Planar s-trans 1,3-butadiene (call it A) turns about its central C–C bond into a second conformer on the s-cis side (call it B). The planar s-cis geometry is a low saddle point between two mirror-image gauche minima, and B is this gauche pair. If the conformers interconvert faster than either is consumed, a mechanism can carry one species, butadiene. We derive its rate coefficient and the error made by lumping.

## 1. Premises

1. The kinetics are first order or pseudo-first order. A and B are lost irreversibly with coefficients $k_A$ and $k_B$ (s$^{-1}$).
2. The isomerisation is slow compared with collisional energy relaxation, so that $k_{AB}$ (A→B) and $k_{BA}$ (B→A) exist as constants at given $T$ and $p$. Section 5 drops this premise.
3. Detailed balance holds: $k_{AB}/k_{BA}=K$, the equilibrium constant.

Define
$$s=k_{AB}+k_{BA},\quad x_A=\frac{k_{BA}}{s},\quad x_B=\frac{k_{AB}}{s},\quad \Delta=k_A-k_B .$$
By premise 3, $x_A$ and $x_B$ are the equilibrium fractions. Eigenvalues are counted as positive decay rates, so that modes go as $e^{-\lambda t}$. The rate equations are
$$\frac{d}{dt}\begin{pmatrix}a\\ b\end{pmatrix}=-M\begin{pmatrix}a\\ b\end{pmatrix},\qquad M=\begin{pmatrix}k_{AB}+k_A&-k_{BA}\\ -k_{AB}&k_{BA}+k_B\end{pmatrix}.\tag{1}$$

> **Predict.** Set $k_A=k_B=0$. What are the two eigenvalues, and what does each describe?

The columns of $M$ then sum to zero, so one eigenvalue is 0, with eigenvector $(x_A,x_B)$: equilibrium. The trace gives the other, $s$: the approach to equilibrium. Lumping means discarding this second mode.

## 2. A basis adapted to the fast equilibrium

Write $a=\sqrt{x_A}\,\tilde a$, $b=\sqrt{x_B}\,\tilde b$. The off-diagonal elements become $-k_{BA}\sqrt{x_B/x_A}$ and $-k_{AB}\sqrt{x_A/x_B}$, both equal to $-s\sqrt{x_Ax_B}$. The matrix is now symmetric, so its eigenvalues are real:
$$H=s\begin{pmatrix}x_B&-\sqrt{x_Ax_B}\\ -\sqrt{x_Ax_B}&x_A\end{pmatrix}+\begin{pmatrix}k_A&0\\0&k_B\end{pmatrix}.$$
The first term has the orthonormal eigenvectors $v_0=(\sqrt{x_A},\sqrt{x_B})$ and $v_1=(\sqrt{x_B},-\sqrt{x_A})$ with eigenvalues 0 and $s$. The elements of the loss matrix $V$ between them are
$$V_{00}=x_Ak_A+x_Bk_B\equiv\bar k,\quad V_{01}=\sqrt{x_Ax_B}\,\Delta,\quad V_{11}=x_Bk_A+x_Ak_B=\bar k+\delta\Delta,$$
with $\delta=x_B-x_A$. Hence, with no approximation,
$$H=\begin{pmatrix}\bar k&\sqrt{x_Ax_B}\,\Delta\\ \sqrt{x_Ax_B}\,\Delta&s+\bar k+\delta\Delta\end{pmatrix}.\tag{2}$$

> **Predict.** Suppose $k_A=k_B$, both much larger than $s$. How large is the lumping error?

It is zero. With $\Delta=0$ the matrix (2) is diagonal, since a common loss shifts both eigenvalues equally and leaves the composition alone. The small parameter is therefore $\varepsilon=\Delta/s$. The same argument justifies treating the two gauche forms as one well: mirror images have equal loss coefficients toward any achiral partner.

## 3. The slow eigenvalue

The secular equation of (2) can be written
$$\lambda=\bar k-\frac{x_Ax_B\Delta^2}{s+\delta\Delta+\bar k-\lambda}.\tag{3}$$
For the smaller root $\lambda_-$ the denominator is positive, because the smallest eigenvalue of a symmetric matrix with nonzero off-diagonal element lies below both diagonal elements. So $\lambda_-\le\bar k$ for every $\varepsilon$: the lumped coefficient is never too low.

> **Predict.** Solve (3) by iteration. To which order in $\Delta$ does $\bar k-\lambda$ in the denominator matter?

Since $\bar k-\lambda_-$ is of order $\Delta^2$, it first changes the result at order $\Delta^4$. Expanding $1/(s+\delta\Delta)$ gives
$$\boxed{\lambda_-=x_Ak_A+x_Bk_B-\frac{x_Ax_B(k_A-k_B)^2}{k_{AB}+k_{BA}}+\frac{x_Ax_B(x_B-x_A)(k_A-k_B)^3}{(k_{AB}+k_{BA})^2}+O\!\left(\frac{\Delta^4}{s^3}\right)}\tag{4}$$
The first two terms together are $\bar k$, the Winstein–Holness average. The trace of (2) fixes the other root, $\lambda_+=s+k_A+k_B-\lambda_-$, which stays near $s$ when the losses are small. After a time of a few $1/s$ it no longer appears in the kinetics, and the pair decays with one eigenvalue.

The quadratic also has a closed solution. With $\mu=\lambda-\bar k$, (3) reads $\mu^2-(s+\delta\Delta)\mu-x_Ax_B\Delta^2=0$. Because $\delta^2+4x_Ax_B=(x_A+x_B)^2=1$,
$$\lambda_\mp=\bar k+\frac s2\left[1+\delta\varepsilon\mp\sqrt{1+2\delta\varepsilon+\varepsilon^2}\right].\tag{5}$$
The square root vanishes at $\varepsilon=-\delta\pm i\sqrt{1-\delta^2}$, both of modulus 1. The series (4) has radius of convergence $|\Delta|=s$, whatever the equilibrium constant.

## 4. What lumping gets wrong

**Rate.** The leading error is $\bar k-\lambda_-\approx x_Ax_B\Delta^2/s$. If $k_B>k_A$, then $x_B|\Delta|\le x_Bk_B\le\bar k$, so the relative size of this term is at most $x_A|\varepsilon|$. For $k_A>k_B$ the bound is $x_B|\varepsilon|$.

**Composition.** The second row of (2) gives the slow eigenvector $v_0-\sqrt{x_Ax_B}\,\varepsilon\,v_1$ to first order. Multiplying the components by $\sqrt{x_A}$ and $\sqrt{x_B}$ returns the fractions
$$x_A(1-x_B\varepsilon),\qquad x_B(1+x_A\varepsilon).\tag{6}$$
The more reactive well is depleted. Adding the rows of (1) shows that $\lambda_-$ is the loss averaged over the actual fractions, and (6) then gives $\bar k-x_Ax_B\varepsilon\Delta$, the second-order part of (4). The fluxes into the two product channels carry the relative corrections $-x_B\varepsilon$ and $+x_A\varepsilon$.

**Amplitude.** The total $N=a+b$ is $c\,e^{-\lambda_-t}+(1-c)e^{-\lambda_+t}$, and its initial decay rate $r_0$ gives $c=(\lambda_+-r_0)/(\lambda_+-\lambda_-)$. An equilibrated start has $r_0=\bar k$ and $c\approx1-x_Ax_B\varepsilon^2$. A start in pure A has $r_0=k_A$ and $c\approx1-x_B\varepsilon$.

## 5. When the fast eigenvalue nears the relaxation spectrum

In the energy-resolved master equation the conservative part (collisions plus isomerisation) obeys detailed balance and is symmetrised as in Section 2. Its eigenvalues are $0<\lambda_1\le\lambda_2\le\dots$. Premise 2 means $\lambda_1\ll\lambda_2$, and then $s=\lambda_1$. When $\lambda_1$ joins the relaxation eigenvalues, $k_{AB}$ and $k_{BA}$ lose their meaning, the number of chemically significant eigenvalues drops by one, and lumping becomes necessary. This is well merging in the strict sense.

> **Predict.** What replaces $1/s$ in (4) once many modes couple to equilibrium?

Second-order perturbation theory gives $\lambda=\bar k-\sum_{n\ge1}V_{0n}^2/\lambda_n$. Take the loss to be independent of energy within each well, so that $V=k_B+\Delta\,h_A$, where $h_A$ is 1 in A and 0 in B. Completeness gives $\sum_{n\ge1}V_{0n}^2=\langle V^2\rangle-\langle V\rangle^2=x_Ax_B\Delta^2$. With weights $w_n=V_{0n}^2/(x_Ax_B\Delta^2)$, which sum to 1,
$$\lambda=\bar k-x_Ax_B\Delta^2\,\tau+O(\Delta^3),\qquad \tau=\sum_{n\ge1}\frac{w_n}{\lambda_n}=\int_0^\infty C(t)\,dt\le\frac1{\lambda_1},\tag{7}$$
where $C(t)=\sum_n w_ne^{-\lambda_nt}$ is the normalised equilibrium autocorrelation function of $h_A$. The second-order term of (4) is the case $w_1=1$, and (7) survives merging.

The strong-collision model gives $\tau$ in closed form. Each collision, at frequency $\omega$, redraws the energy from the normalised Boltzmann distribution $f_A(E)$ or $f_B(E)$ of the same well. The microcanonical coefficients $k_1(E)$ (A→B) and $k_2(E)$ (B→A) vanish below the barrier and obey $x_Af_Ak_1=x_Bf_Bk_2$, so that $k_1f_A+k_2f_B=k_1f_A/x_B$. Deviations from equilibrium satisfy
$$\dot A=\omega(f_A\,a-A)-J,\quad \dot B=\omega(f_B\,b-B)+J,\quad J=k_1A-k_2B,\tag{8}$$
with $a=\int A\,dE=-b$. The function $C(t)$ equals $a(t)$ when the start is the equilibrium distribution times $(h_A-x_A)/(x_Ax_B)$, that is $A=f_A$, $B=-f_B$. Integrate (8) over all time, marking integrals with a hat and using $\hat a=\tau$:
$$\omega\hat A=f_A(1+\omega\tau)-\hat J,\qquad \omega\hat B=-f_B(1+\omega\tau)+\hat J .$$
Multiply by $k_1$ and $k_2$ and subtract, with $\kappa=k_1+k_2$: $(\omega+\kappa)\hat J=(1+\omega\tau)k_1f_A/x_B$. Integrating the first relation over $E$ gives $\int\hat J\,dE=1$. Therefore
$$\tau=\frac1{s_{\rm SC}}-\frac1\omega,\qquad s_{\rm SC}=\int\frac{\omega}{\omega+\kappa(E)}\,\frac{k_1f_A}{x_B}\,dE .\tag{9}$$
For $\omega\to\infty$, $s_{\rm SC}$ tends to the transition-state value $s_\infty=k_{AB}^\infty/x_B=k_{AB}^\infty+k_{BA}^\infty$. Replacing $\tau$ by $1/s_{\rm SC}$ overstates the second-order term by $x_Ax_B\Delta^2/\omega$.

If all states above the barrier share one $\kappa$, then $s_{\rm SC}=s_\infty\omega/(\omega+\kappa)$. Inserting $e^{-\lambda t}$ in (8) gives $(\omega+\kappa-\lambda)J=\omega a\,k_1f_A/x_B$ and $\lambda a=\int J\,dE$, so $\lambda_1(\omega+\kappa-\lambda_1)=\omega s_\infty$.

> **Predict.** Relaxation within a well has the rate $\omega$. Does lowering the pressure push $\lambda_1$ into it?

The ratio $\lambda_1/\omega$ rises from 0 at high pressure but levels off at $\varphi=s_\infty/\kappa$ as $\omega\to0$, because isomerisation then waits for activating collisions. In this model the wells merge only if $\varphi$ approaches 1, which requires most of the population of the shallower well to lie above the barrier. That is a matter of temperature and well depth.

## 6. Range of validity

- Equation (5) is exact for the two-state model (1). The series (4) converges for $|k_A-k_B|<s$, and its second-order truncation has a relative error of about $|\delta\varepsilon|$ in the correction term.
- A single-exponential description needs $t\gg1/(\lambda_+-\lambda_-)$.
- The two-state model needs $\lambda_1$ and the losses to be small against the relaxation rate. The correction term in (4) is otherwise off by the relative amount $s/\omega$ in the strong-collision model, and (7) is the form to use.
- Equation (7) assumes losses that do not depend on energy within a well. For unimolecular channels in fall-off, where $k(E)$ exceeds $\omega$, the loss is no small perturbation of those states, and the coefficients must come from the full master equation.
- Reversible product channels, or a third well reached on the time scale $1/s$, need a larger matrix.

## 7. Illustration: butadiene in N$_2$ at 300 K

The inputs are approximate or assumed. The gauche form lies about 2.9 kcal mol$^{-1}$ and the torsional barrier about 6.4 kcal mol$^{-1}$ above s-trans. We use these as free energies apart from a factor 2 for the mirror-image forms of B and of the transition state (all three structures have rotational symmetry number 2). A typical collision coefficient of $4\times10^{-10}$ cm$^3$ s$^{-1}$ times an assumed efficiency 0.25 gives $\omega=1.0\times10^{-10}$ cm$^3$ s$^{-1}\times n$. We assume $\kappa=2\times10^{11}$ s$^{-1}$, and a loss that selects the gauche form, $k_A=0$ and $k_B=2.0\times10^7$ s$^{-1}$, chosen large enough to make the correction visible. A shift of 0.1 kcal mol$^{-1}$ changes $K$ by a factor 1.18, so third figures serve only to compare orders within the model. Intermediate values are carried unrounded.

With $RT=0.596$ kcal mol$^{-1}$ and $k_{\rm B}T/h=6.25\times10^{12}$ s$^{-1}$ ($k_{\rm B}$ is Boltzmann's constant),
$$K=2e^{-2.9/RT}=0.0154,\quad x_B=0.0152,\quad x_A=0.985,\quad \delta=-0.970,$$
$$k_{AB}^\infty=2\frac{k_{\rm B}T}{h}e^{-6.4/RT}=2.72\times10^8,\quad k_{BA}^\infty=\frac{k_{\rm B}T}{h}e^{-3.5/RT}=1.76\times10^{10}\ {\rm s^{-1}}.$$
Thus $s_\infty=1.79\times10^{10}$ s$^{-1}$, $\varphi=0.090$ and $\bar k=x_Bk_B=3.04\times10^5$ s$^{-1}$.

> **Predict.** At 1 bar $n=2.41\times10^{19}$ cm$^{-3}$. May $s_\infty$ be used in (4)?

It may not, since $\omega=2.4\times10^9$ s$^{-1}\ll\kappa$ puts the isomerisation deep in fall-off. We take $s=s_{\rm SC}$, which at 1 bar lies 0.1 % below $\lambda_1$.

| $p$/bar | $\omega$/10$^9$ s$^{-1}$ | $s$/10$^8$ s$^{-1}$ | $-\varepsilon$ | (4) to second order /10$^5$ s$^{-1}$ | (5) /10$^5$ s$^{-1}$ |
|---|---|---|---|---|---|
| 10 | 24 | 19 | 0.010 | 3.01 | 3.01 |
| 1 | 2.4 | 2.1 | 0.094 | 2.76 | 2.78 |
| 0.1 | 0.24 | 0.22 | 0.93 | 0.27 | 1.58 |

At 1 bar the second-order term is $x_A|\varepsilon|=9.2$ % of $\bar k$, the third-order term returns 0.8 %, and (5) gives a net 8.5 %. Energy relaxation matters at the level of the third-order term: (9) gives $\tau=4.68-0.41=4.27$ ns, which lowers the second-order term to $x_Ak_B\tau=8.4$ %, again a change of 0.8 %. The model supports $\lambda\approx2.8\times10^5$ s$^{-1}$, about 8 % below the lumped value. At 0.1 bar $|\varepsilon|$ is close to the radius of convergence, the truncated series fails, and two species must be kept.

A thermal cycloaddition of the gauche form is far slower. With an assumed free-energy barrier of 20 kcal mol$^{-1}$ and the partner at its standard-state concentration, $k_B=(k_{\rm B}T/h)e^{-20/RT}=0.017$ s$^{-1}$, and the relative lumping error $x_Ak_B\tau$ at 1 bar is $7\times10^{-11}$.